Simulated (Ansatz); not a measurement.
# A series in volume per atom on ScHg

Periodic Kohn-Sham DFT of a crystal at fixed atoms; pressure and stress are positive in compression; the energy is the free energy less that of spherical unpolarised free atoms; site moments are those in the method's own spheres, positive along +z. The results are calculated, by Ansatz 0.2.0.

Cell of the first row (space group Pm-3m, No. 221):
```
ScHg
1.0
      3.4090     0.0000     0.0000
      0.0000     3.4090     0.0000
      0.0000     0.0000     3.4090
Sc Hg
1 1
Direct
  0.50000 0.50000 0.50000
  0.00000 0.00000 0.00000
```

Settings of every row: method all-electron PAW; functional PBEsol; relativity scalar; k mesh 12x12x12; filling fermi-dirac; smearing width 0.08 eV; nucleus gaussian.

Atom start moment: 0 on all atoms.

Limits: no spin-orbit coupling on heavy atoms.

| row | volume per atom (Å³) | pressure (GPa) |
| --- | --- | --- |
| 1 | 19.808 | 5.02 |
| 2 | 20.229 | 2.808 |
| 3 | 20.651 | 0.836 |
| 4 | 20.861 | ? |
| 5 | 21.072 | -0.924 |
| 6 | 21.283 | -1.731 |
| 7 | 21.494 | -2.494 |
| 8 | 21.915 | -3.893 |
| 9 | 22.336 | -5.14 |

Question: what pressure should row 4 give?

Worked fit of pressure. Take u = (V_r/V)^(2/3) − 1 with V_r = 21.178 Å³ an atom, which is twice the finite (Eulerian) strain; such expansions in the strain, on which the Birch-Murnaghan equation of state is built, carry the rest volume and the bulk modulus. The shown rows have u = 0.04559, 0.03104, 0.01694, 0.00335, -0.00329, -0.00983, -0.02255, -0.03487. Least squares give pressure = −1.3347 + 121.601 × u + 371.54 × u² + 403 × u³ GPa; a parabola predicts inner rows, each left out in turn, worse (root mean square 0.0067 against 0.0022 GPa). The rows lie off it by 0.000, -0.002, 0.002, -0.001, 0.000, 0.001, -0.001, 0.000. The pressure vanishes at u = 0.0106, or V = 20.84 Å³ an atom, and there the bulk modulus at fixed shape and fractions is B = −V dP/dV = (2/3)(1 + u) dP/du = 87.3 GPa. The withheld row has u = 0.01011, so the fit gives −1.3347 + 121.601 × (0.01011) + 371.54 × (0.01011)² + 403 × (0.01011)³ = -0.067 GPa.

The calculation gave -0.069 GPa. The fit lies 0.002 GPa (2.9 % of the value, 0.02 % of the column's range) above it; its largest miss of a shown row is 0.002 GPa.
